# Transmission density and Fano factor of a chaotic cavity

## Statement

A chaotic cavity is joined to two reservoirs by ballistic contacts carrying $N_1$ and $N_2$ propagating orbital modes. Label the leads so that $N_1\le N_2$, and put $N=N_1+N_2$, $\nu=N_2-N_1$. The block $t$ of the scattering matrix $S$ (lead 1 to lead 2) is $N_2\times N_1$, and $\tau=t^\dagger t$ has eigenvalues $T_1,\dots,T_{N_1}\in[0,1]$. Their mean density $\rho(T)=\langle\sum_i\delta(T-T_i)\rangle$ integrates to $N_1$. For $N_1,N_2\gg1$ at fixed ratio,

$$\rho(T)=\frac{N}{2\pi T}\sqrt{\frac{T-T_c}{1-T}}\quad(T_c<T<1),\qquad T_c=\left(\frac{N_1-N_2}{N_1+N_2}\right)^2, \tag{1}$$

and $\rho=0$ below $T_c$. Equal contacts, $N_1=N_2$, give the bimodal law $\rho=N_1/[\pi\sqrt{T(1-T)}]$. With $g=\sum_iT_i$ and $p=\sum_iT_i(1-T_i)$,

$$\langle g\rangle=\frac{N_1N_2}{N},\qquad \langle p\rangle=\frac{N_1^2N_2^2}{N^3},\qquad F\equiv\frac{\langle p\rangle}{\langle g\rangle}=\frac{N_1N_2}{(N_1+N_2)^2}. \tag{2}$$

For any $N_1,N_2$ the ensemble values are exactly

$$F_{\beta=2}=\frac{N_1N_2}{N^2-1},\qquad F_{\beta=1}=\frac{(N_1+1)(N_2+1)}{N(N+3)}. \tag{3}$$

## Premises and conventions

1. Electrons scatter elastically and independently. Each orbital mode is twofold spin degenerate, spin-orbit coupling is neglected, and $G_0=2e^2/h$.
2. The Landauer-Büttiker formulas hold. The conductance is $G_0g$. The zero-frequency noise $P=2\int dt\,\langle\delta I(t)\delta I(0)\rangle$ at bias $V$ and temperature $\Theta$ is $P=2G_0[2k_B\Theta\,(g-p)+p\,eV\coth(eV/2k_B\Theta)]$. At $\Theta=0$ this is $2eVG_0p$, so $F=\langle P\rangle/2e\langle I\rangle$, a ratio of averages.
3. $S$ is distributed uniformly. Without time-reversal symmetry ($\beta=2$) the measure is the Haar measure on $U(N)$. With it ($\beta=1$) $S=S^T$, and the measure is the one invariant under $S\to USU^T$, realised by $S=UU^T$ with $U$ Haar distributed. This models ideal contacts and a dwell time far longer than the time needed to explore the cavity.

Below, $\kappa=2/\beta-1$, which is 0 for $\beta=2$ and 1 for $\beta=1$.

## Step 1: joint distribution of the $T_i$

The claim is

$$\mathcal P(\{T\})\propto\prod_{i<j}|T_i-T_j|^\beta\prod_iT_i^{\,a},\qquad a=\tfrac{\beta}{2}(\nu+1)-1. \tag{4}$$

**Case $\beta=2$.** The first $N_1$ columns of $S$ form a matrix $W$, with $r$ stacked on $t$ and $W^\dagger W=1$. The measure $dW\,\delta(W^\dagger W-1)$ is unchanged by $W\to UW$, and $U(N)$ acts transitively on such $W$, so it is the measure induced by Haar. Hence

$$\mathcal P(\tau)\propto\int dt\,\delta(\tau-t^\dagger t)\int dr\,\delta(1-\tau-r^\dagger r).$$

For a complex $m\times N_1$ matrix $B$ with $m\ge N_1$ and positive $X$, substitute $B=B'X^{1/2}$ in $\int dB\,\delta(X-B^\dagger B)$. Each of the $m$ rows gives a Jacobian $|\det X^{1/2}|^2=\det X$. The argument of the delta function becomes $X^{1/2}YX^{1/2}$ with $Y=1-B'^\dagger B'$. In the eigenbasis of $X$ this scales $Y_{ij}$ by $\sqrt{x_ix_j}$, a factor $x_i$ for each diagonal element and $x_ix_j$ for each complex off-diagonal element, $(\det X)^{N_1}$ in all. The integral is therefore $\propto(\det X)^{m-N_1}$. With $m=N_2$ for $t$ and $m=N_1$ for $r$, $\mathcal P(\tau)\propto(\det\tau)^\nu$. Write $\tau=u\Lambda u^\dagger$ and $\omega=u^\dagger du$. Then $u^\dagger d\tau\,u=d\Lambda+[\omega,\Lambda]$, whose off-diagonal elements are $\omega_{ij}(T_j-T_i)$. Two real coordinates per pair give $(T_i-T_j)^2$. This is (4) with $a=\nu$.

**Case $\beta=1$.** A symmetric unitary matrix has the standard cosine-sine form $S=V\Sigma V^T$ with $V=\mathrm{diag}(u,v)$, $u\in U(N_1)$, $v\in U(N_2)$ and

$$\Sigma=\begin{pmatrix}-c&s&0\\ s&c&0\\0&0&1_\nu\end{pmatrix},\qquad c_i=\cos\theta_i,\quad s_i=\sin\theta_i,\quad T_i=s_i^2 .$$

The metric $\mathrm{tr}\,dS\,dS^\dagger$ is invariant under $S\to USU^T$, so its volume element is the required measure. Put $V^\dagger dV=A+iB$, with $A$ real antisymmetric and $B$ real symmetric, both block diagonal. Then $V^\dagger dS\,V^*=d\Sigma+[A,\Sigma]+i\{B,\Sigma\}$. The three terms are orthogonal: the third is imaginary, and $[A,\Sigma]$ vanishes at the positions where $d\Sigma$ is nonzero. The metric splits into small quadratic forms, and the volume element is the product of the square roots of their determinants.

- Pair $i<j\le N_1$, elements $x$ (from $u$) and $y$ (from $v$) of $A$: the form is $2[(2-2c_ic_j)(x^2+y^2)-4s_is_jxy]$. Its determinant is $\propto(1-c_ic_j)^2-s_i^2s_j^2=(c_i-c_j)^2$. The same elements of $B$ give $2[(2+2c_ic_j)(x^2+y^2)+4s_is_jxy]$, with determinant $\propto(c_i+c_j)^2$. Together they give $|c_i^2-c_j^2|=|T_i-T_j|$.
- Diagonal elements of $B$: $4c_i^2(x^2+y^2)+2s_i^2(x+y)^2$, determinant $16c_i^2$, factor $c_i$.
- Mode $i$ with one of the $\nu$ surplus modes: coefficients $2(2-2c_i)$ from $A$ and $2(2+2c_i)$ from $B$, factor $\propto s_i$ for each surplus mode.
- Within the surplus block nothing depends on $\theta$.

The single-mode weight is $c\,s^\nu d\theta\propto T^{(\nu-1)/2}dT$, since $dT=2sc\,d\theta$. This is (4) with $a=(\nu-1)/2$.

## Step 2: an exact equation for the resolvent

Let $\mathcal G(z)=\sum_i(z-T_i)^{-1}$ for $z\notin[0,1]$ and $f(T)=T(1-T)/(z-T)$. Because $a>-1$, $f(T_i)\mathcal P$ vanishes at $T_i=0$ and $T_i=1$, so $\sum_i\int\partial_i[f(T_i)\mathcal P]=0$. With $\partial_i\ln\mathcal P=a/T_i+\beta\sum_{j\ne i}(T_i-T_j)^{-1}$,

$$\Big\langle\sum_if'(T_i)+a\sum_i\frac{f(T_i)}{T_i}+\beta\sum_{i\neq j}\frac{f(T_i)}{T_i-T_j}\Big\rangle=0 .$$

Symmetrising the last sum in $i,j$ turns it into $\tfrac12\sum_{i,j}f[T_i,T_j]-\tfrac12\sum_if'(T_i)$. Here $f[x,y]=(f(x)-f(y))/(x-y)$, and the terms $f[x,x]=f'(x)$ have been added and subtracted. Polynomial division gives $f=z(1-z)/(z-T)+T+z-1$, so that

$$\sum_{i,j}f[T_i,T_j]=z(1-z)\mathcal G^2+N_1^2,\qquad\sum_i\frac{f}{T_i}=N_1+(1-z)\mathcal G,\qquad\sum_if'=N_1-z(1-z)\mathcal G' .$$

Divide by $\beta/2$. The coefficient of $\sum f/T$ is $2a/\beta=\nu-\kappa$ and that of $\sum f'$ is $2/\beta-1=\kappa$. The constants add to $N_1^2+\nu N_1=N_1N_2$:

$$z(1-z)\langle\mathcal G^2\rangle+(\nu-\kappa)(1-z)\langle\mathcal G\rangle-\kappa z(1-z)\langle\mathcal G'\rangle+N_1N_2=0. \tag{5}$$

No approximation has been made.

## Step 3: fluctuations are of order one

To close (5), $\langle\mathcal G^2\rangle-\langle\mathcal G\rangle^2$ must be bounded. On $U(N)$ with the metric $\mathrm{tr}\,dU\,dU^\dagger$, the Peter-Weyl theorem gives the eigenvalues of $-\nabla^2$ as the Casimir values $\sum_i\lambda_i^2+\sum_{i<j}(\lambda_i-\lambda_j)$ over integers $\lambda_1\ge\dots\ge\lambda_N$. If the $\lambda_i$ are not all equal, the second sum is at least $N-1$ and the first at least 1. If they are equal and nonzero, the first is at least $N$. The gap is $N$, so $\langle|\phi-\langle\phi\rangle|^2\rangle\le\langle|\nabla\phi|^2\rangle/N$ for any smooth $\phi$ (Poincaré inequality).

Write $\tau=\Pi_1S^\dagger\Pi_2S\Pi_1$ with projectors $\Pi_{1,2}$ on the leads, and $\mathcal R=(z-\tau)^{-1}$ on lead 1. Under $S\to e^{i\epsilon H}S$, $\delta\mathcal G=\mathrm{tr}(\mathcal R^2\delta\tau)=i\epsilon\,\mathrm{tr}([S\mathcal R^2S^\dagger,\Pi_2]H)$. Summing over an orthonormal basis of Hermitian $H$ gives $|\nabla\mathcal G|^2$ as the squared Hilbert-Schmidt norm of the commutator. A commutator with a projector keeps only off-diagonal blocks, so this is at most $\sum_i|z-T_i|^{-4}\le N_1/d^4$, with $d$ the distance from $z$ to $[0,1]$. For $\beta=1$, $U\to e^{i\epsilon H}U$ moves $S$ with generator $H+SH^TS^\dagger$, of at most twice the norm. Hence

$$|\langle\mathcal G^2\rangle-\langle\mathcal G\rangle^2|\le\frac{C\,N_1}{N\,d^4},\qquad C=1\ (\beta=2),\quad C=4\ (\beta=1).$$

## Step 4: the large-$N$ density

At fixed $z$ and fixed $N_1/N_2$, the terms $\langle\mathcal G\rangle^2$, $\nu\langle\mathcal G\rangle$ and $N_1N_2$ are of order $N^2$ (for $\nu$ of order $N$; otherwise the second is smaller). The $\kappa$ terms are of order $N$, since $|\mathcal G|\le N_1/d$ and $|\mathcal G'|\le N_1/d^2$. The variance is of order one. To relative order $1/N$, and for both symmetry classes,

$$z(1-z)\mathcal G^2+\nu(1-z)\mathcal G+N_1N_2=0 .$$

Using $\nu^2+4N_1N_2=N^2$, the discriminant is $(1-z)[\nu^2(1-z)-4N_1N_2z]=N^2(z-1)(z-T_c)$. The root is fixed by $\mathcal G\to N_1/z=(N-\nu)/2z$ at large $z$ and carried elsewhere by analyticity:

$$\mathcal G(z)=-\frac{\nu}{2z}+\frac{N}{2z}\sqrt{\frac{z-T_c}{z-1}} . \tag{6}$$

The ratio under the root is negative only for real $z\in(T_c,1)$, so the principal root has its cut there and tends to $+1$ at infinity. At $z=0$ the root equals $\sqrt{T_c}=\nu/N$, so for $\nu>0$ the pole cancels and there is no weight at $T=0$.

Since $\mathcal G(z)=\int\rho(T)\,dT/(z-T)$, $\rho(T)=-\pi^{-1}\mathrm{Im}\,\mathcal G(T+i0)$. The ratio has derivative $-(1-T_c)/(z-1)^2<0$, so for $z=T+i0$ it lies just below the negative axis and its root is $-i\sqrt{(T-T_c)/(1-T)}$. This gives (1). For $\nu=0$, $T_c=0$ and $N=2N_1$, which yields $N_1/[\pi\sqrt{T(1-T)}]$.

**Counting function.** With $w=\sqrt{(T-T_c)/(1-T)}$, $T=(T_c+w^2)/(1+w^2)$ and $dT=2w(1-T_c)\,dw/(1+w^2)^2$. Then $\rho\,dT=(N/\pi)[(1+w^2)^{-1}-T_c(T_c+w^2)^{-1}]\,dw$, and the number of eigenvalues below $T$ is

$$\mathcal N(T)=\frac N\pi\left[\arctan w-\sqrt{T_c}\,\arctan\frac{w}{\sqrt{T_c}}\right]. \tag{7}$$

At $T=1$ it equals $(N/2)(1-\nu/N)=N_1$, as required.

**When the density is bimodal.** Setting $d\ln\rho^2/dT=(T-T_c)^{-1}-2/T+(1-T)^{-1}$ to zero gives $2T^2-(1+3T_c)T+2T_c=0$, with discriminant $(1-9T_c)(1-T_c)$. For $0<T_c<1/9$, that is $N_2<2N_1$, there are two roots. They lie in $(T_c,1)$, because the quadratic is positive at both ends and its vertex $(1+3T_c)/4$ lies between them. The density then has a low-$T$ maximum, a minimum and the divergence at $T=1$. For $N_2>2N_1$ it rises monotonically from $T_c$. Seen from the wide lead the closed modes remain, because $tt^\dagger$ has the same $N_1$ eigenvalues and $\nu$ exact zeros, with density $\rho(T)+\nu\,\delta(T)$.

## Step 5: conductance and Fano factor

Substitute $T=T_c+(1-T_c)\sin^2\varphi$, so $dT=2(1-T_c)\sin\varphi\cos\varphi\,d\varphi$, with $\varphi\in[0,\pi/2]$:

$$\langle g\rangle=\frac N{2\pi}\,2(1-T_c)\int_0^{\pi/2}\!\sin^2\varphi\,d\varphi=\frac{N(1-T_c)}4,$$

$$\langle p\rangle=\frac N{2\pi}\,2(1-T_c)^2\int_0^{\pi/2}\!\sin^2\varphi\cos^2\varphi\,d\varphi=\frac{N(1-T_c)^2}{16}.$$

The integrals are $\pi/4$ and $\pi/16$. With $1-T_c=4N_1N_2/N^2$ these are (2), and $F=(1-T_c)/4$. It is $1/4$ for equal contacts and tends to zero for very unequal ones, where all $T_i$ approach 1.

## Step 6: exact values at finite $N$

Insert $\mathcal G=N_1/z+g/z^2+(g-p)/z^3+\dots$ in (5). The order $z^0$ cancels identically. The orders $z^{-1}$ and $z^{-2}$ give

$$N_1N_2-(N+\kappa)\langle g\rangle=0,\qquad (N+2\kappa)\langle p\rangle=\langle g^2\rangle+\kappa\langle g\rangle .$$

One more relation follows from $\sum_i\int\partial_i[T_i(1-T_i)\,g\,\mathcal P]=0$. The function $T(1-T)$ is the $z^{-1}$ coefficient of $f$, so the derivative acting on $T_i(1-T_i)\mathcal P$ gives $(\beta/2)[N_1N_2-(N+\kappa)g]\mathcal P$. The derivative acting on $g$ gives $p\,\mathcal P$. Therefore $(N+\kappa)\,\mathrm{var}\,g=(2/\beta)\langle p\rangle=(1+\kappa)\langle p\rangle$. Eliminating $\langle g^2\rangle=\langle g\rangle^2+\mathrm{var}\,g$,

$$F=\frac{\langle g\rangle+\kappa}{N+2\kappa-(1+\kappa)/(N+\kappa)},\qquad\langle g\rangle=\frac{N_1N_2}{N+\kappa}.$$

For $\kappa=0$ the denominator is $(N^2-1)/N$. For $\kappa=1$ the numerator is $(N_1+1)(N_2+1)/(N+1)$ and the denominator $N(N+3)/(N+1)$. This proves (3). With $F_0$ the value in (2), $F_{\beta=1}=F_0+(1-3F_0)/N+O(N^{-2})$, while $F_{\beta=2}$ exceeds $F_0$ only by the relative amount $1/(N^2-1)$.

## A semiclassical reading, and the effect of heating

The same $F_0$ follows from occupation numbers alone. A ballistic contact between a zero-temperature reservoir and a cavity with isotropic occupation $n(E)$ has $T=1$ in every mode and noise $P_i=2G_0N_i\int n(1-n)\,dE$. At zero frequency no charge accumulates, the cavity potential adjusts, and the current fluctuation is $(N_2\delta I_1+N_1\delta I_2)/N$. Thus $P=(N_2^2P_1+N_1^2P_2)/N^2=2G_0(N_1N_2/N)\int n(1-n)\,dE$ and $F=\int n(1-n)\,dE/eV$. For elastic scattering, with lead 1 at the higher chemical potential, current balance at each energy in the bias window gives $n=N_1/N$, so $F=N_1N_2/N^2=F_0$. No phase enters, so the leading-order Fano factor does not require phase coherence.

If electron-electron scattering thermalises the cavity without energy loss, $n$ is a Fermi function with the particle number and energy of the two-step function. The two-step function has energy $\tfrac12F_0(eV)^2$ per unit density of states above the cold Fermi sea, and a Fermi function has $\tfrac{\pi^2}6(k_B\Theta_e)^2$. Since $\int n(1-n)\,dE=k_B\Theta_e$ for a Fermi function,

$$F_{\rm hot}=\frac{\sqrt{3F_0}}{\pi}. \tag{8}$$

## Range of validity

- **Mode numbers.** Equation (1) holds for smooth averages over $T$, with relative corrections of order $1/N$ for $\beta=1$. It fails within one eigenvalue spacing of either edge. Near $T_c>0$, $\mathcal N\propto N(T-T_c)^{3/2}$, so the edge is rounded over a width $\propto N^{-2/3}$ and $T_c$ is not a strict bound at finite $N$. Near $T=1$ the last eigenvalue occupies $1-T\approx\pi^2/[N^2(1-T_c)]$.
- **Ideal contacts.** Backscattering in a contact makes $\langle S\rangle\neq0$ and invalidates premise 3.
- **Ergodicity.** The dwell time $\tau_D=2\pi\hbar/N\Delta$, with $\Delta$ the mean spacing of spin-degenerate levels, must far exceed the crossing time. It follows from an escape flux $1/h$ per mode and unit energy against $1/\Delta$ states per unit energy. Direct paths from contact to contact must be rare.
- **Ehrenfest time.** Motion along classical paths is deterministic and noiseless until a minimal wave packet has been stretched across a contact. This takes $\tau_E\sim\lambda^{-1}\ln(k_FW_1W_2/L)$ for Lyapunov exponent $\lambda$, contact widths $W_i$ and cavity size $L$. Only the fraction $e^{-\tau_E/\tau_D}$ of electrons that stay longer contributes partition noise, and $F$ is reduced by about this factor. The estimate is heuristic and the argument of the logarithm is fixed only up to a factor of order one.
- **Energy relaxation.** Electron-electron scattering faster than escape moves $F$ towards (8). Phonon cooling in the cavity drives $F$ towards zero.
- **Interactions and frequency.** $\langle g\rangle\gg1$ excludes Coulomb blockade, and the frequency must be below $1/\tau_D$.

## Illustration: GaAs cavity with mode ratio 1:3

The mass is the compiled value $m^*=0.067\,m_e$ (Vurgaftman 2001). The remaining inputs are illustrative: a two-dimensional electron gas of density $n_s=3.0\times10^{11}$ cm$^{-2}$, area $\mathcal A=10\ \mu$m$^2$, hard-wall contacts of width $W_1=0.24\ \mu$m and $W_2=0.70\ \mu$m, $V=100\ \mu$V and $\Theta=50$ mK.

Then $k_F=\sqrt{2\pi n_s}=0.137$ nm$^{-1}$, $\lambda_F=45.8$ nm, $v_F=\hbar k_F/m^*=2.37\times10^5$ m/s and $E_F=10.7$ meV. The values $k_FW/\pi=10.5$ and $30.6$ give $N_1=10$, $N_2=30$, $N=40$. Further, $\Delta=2\pi\hbar^2/m^*\mathcal A=0.715\ \mu$eV, $\tau_D=145$ ps and $\hbar/\tau_D=4.5\ \mu$eV. With $L=\sqrt{\mathcal A}=3.2\ \mu$m the crossing time $L/v_F$ is 13 ps, shorter than $\tau_D$ by a factor 11. One flux quantum $h/e$ through the cavity corresponds to 0.41 mT, so 5 mT gives $\beta=2$ while the cyclotron radius $\hbar k_F/eB=18\ \mu$m still exceeds $L$.

Here $T_c=1/4$ and the discriminant of the extremum condition is $-15/16$, so $\rho$ is monotonic. By (7), of the ten eigenvalues 1.75 lie below $T=0.5$, 4.72 between 0.5 and 0.9, and 3.53 above 0.9. The first eigenvalue is spread over $0.25<T<0.41$ and the last over $1-T<0.008$, which are the widths of the two unreliable edge regions. The mean transmission is 0.75. Ten channels all with $T=0.75$ would give $F=1-T=0.25$, and the spread of the $T_i$ lowers this to $3/16$.

| | large $N$ | exact, $\beta=2$ | exact, $\beta=1$ |
|---|---|---|---|
| $\langle g\rangle$ | 7.50 | 7.50 | 7.32 |
| $\langle p\rangle$ | 1.406 | 1.407 | 1.451 |
| $F$ | 0.1875 | 0.1876 | 0.1983 |
| $\sqrt{\mathrm{var}\,g}$ | | 0.19 | 0.27 |
| $G_0\langle g\rangle$ ($\mu$S) | 581 | 581 | 567 |
| $I$ (nA) | 58.1 | 58.1 | 56.7 |
| $P$ at $\Theta=0$ ($10^{-27}$ A$^2$/Hz) | 3.49 | 3.49 | 3.60 |

The table lists ensemble values. At zero field the finite-$N$ shift of $F$ is $+5.7$ per cent. At 50 mK, $k_B\Theta=4.31\ \mu$eV, and the equilibrium noise $4k_B\Theta G_0\langle g\rangle=1.60\times10^{-27}$ A$^2$/Hz is not negligible. The excess $P(V)-P(0)$ is the zero-temperature value times $\coth(eV/2k_B\Theta)-2k_B\Theta/eV=0.914$, or $3.19\times10^{-27}$ A$^2$/Hz in the large-$N$ column.

Two effects outside the ensemble are as large as the finite-$N$ shift or larger. With $\lambda\approx v_F/L$ and $\ln(k_FW_1W_2/L)=2.0$, $\tau_E/\tau_D\approx0.2$, a factor of about 0.8 that would bring $F$ to about 0.15. The electron-electron scattering rate has the Fermi-liquid scale $(eV)^2/E_F=0.9\ \mu$eV, up to a numerical factor and a logarithm, or 0.2 of $\hbar/\tau_D$. Equation (8) gives $F_{\rm hot}=3/4\pi=0.24$, so linear interpolation suggests a rise of about 0.01. The model's Fano factor is therefore 0.19 in a weak field and 0.20 at zero field, and its shot noise about $3.5\times10^{-27}$ A$^2$/Hz, with a possible downward shift of some 20 per cent from the Ehrenfest time. As typical behaviour, gated GaAs cavities come close to the random-matrix value when the dwell time is long and fall below it by tens of per cent when wider contacts shorten the dwell time.